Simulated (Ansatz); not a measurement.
P: energy change per atom and pressure against volume scale

All results are calculated (Ansatz 0.2.0). Plane-wave DFT, scalar-relativistic PAW made under PBE with cores redone for the functional, no dispersion; the given relaxed cell is scaled uniformly, energy at zero smearing counts from the unscaled cell, pressure at the given Fermi-Dirac smearing is positive in compression.

The cell before it is scaled or strained (space group P6_3/mmc, No. 194):
```
cell vectors (Å)
   3.2342     0.0000     0.0000
  -1.6171     2.8009     0.0000
   0.0000     0.0000     3.1980
atoms (fractions of the cell vectors)
P   0.33333  0.66667  0.25000
P   0.66667  0.33333  0.75000
```

Settings of every row: spin polarised no; functional PBEsol; wave cutoff 420 eV; smearing width 0.1 eV; k mesh 13x13x11.

Atom starting moment: 0 on all atoms.

Limits: the cell comes from a prototype or a list of computed structures and needn't be the stable phase.

| row | volume scale | V (Å³/atom) | energy change per atom (meV) | pressure (GPa) |
| --- | --- | --- | --- | --- |
| 1 | 0.88 | 12.747 | 87.97 | 17.72 |
| 2 | 0.92 | 13.326 | 37.43 | 10.71 |
| 3 | 0.96 | 13.905 | 9.71 | 5.08 |
| 4 | 1.04 | 15.064 | ? | ? |
| 5 | 1.08 | 15.644 | 22.99 | -6.43 |
| 6 | 1.12 | 16.223 | 51.24 | -9 |

Question: what energy change per atom and pressure should row 4 give?

Worked fit of energy change per atom. Take u = (V_r/V)^(2/3) − 1 with V_r = 13.905 Å³ an atom, which is twice the finite (Eulerian) strain; such expansions in the strain, on which the Birch-Murnaghan equation of state is built, carry the rest volume and the bulk modulus. The shown rows have u = 0.05968, 0.02876, 0, -0.07555, -0.09768. Least squares give energy change per atom = 9.546 + 654.43 × u + 11055.1 × u² meV; a straight line predicts inner rows, each left out in turn, worse (root mean square 29 against 0.33 meV). The rows lie off it by -0.01, -0.08, 0.16, -0.21, 0.14 (root mean square 0.14 meV). Its lowest point lies at u = -0.0296, or V = 14.55 Å³ an atom, and the curvature there gives the bulk modulus at fixed shape and fractions, B = (4/9)(1 + u)² E″(u)/V = 102 GPa. Letting shape and atoms relax would as a rule lower it, by much in layered, chain or molecular crystals. The withheld row has u = -0.05197, so the fit gives 9.546 + 654.43 × (-0.05197) + 11055.1 × (-0.05197)² = 5.39 meV.

The calculation gave 5.18 meV. The fit lies 0.21 meV (4.1 % of the value, 0.25 % of the column's range) above it; its largest miss of a shown row is 0.21 meV.

Worked fit of pressure. Take u = (V_r/V)^(2/3) − 1 with V_r = 13.905 Å³ an atom, which is twice the finite (Eulerian) strain; such expansions in the strain, on which the Birch-Murnaghan equation of state is built, carry the rest volume and the bulk modulus. The shown rows have u = 0.05968, 0.02876, 0, -0.07555, -0.09768. Least squares give pressure = 5.074 + 185.64 × u + 430.3 × u² GPa; a straight line predicts inner rows, each left out in turn, worse (root mean square 1.1 against 0.084 GPa). The rows lie off it by 0.03, -0.06, 0.01, 0.07, -0.05 (root mean square 0.049 GPa). The pressure vanishes at u = -0.0293, or V = 14.54 Å³ an atom, and there the bulk modulus at fixed shape and fractions is B = −V dP/dV = (2/3)(1 + u) dP/du = 104 GPa. Letting shape and atoms relax would as a rule lower it, by much in layered, chain or molecular crystals. The withheld row has u = -0.05197, so the fit gives 5.074 + 185.64 × (-0.05197) + 430.3 × (-0.05197)² = -3.41 GPa.

The calculation gave -3.28 GPa. The fit lies 0.13 GPa (4 % of the value, 0.49 % of the column's range) below it; its largest miss of a shown row is 0.07 GPa.
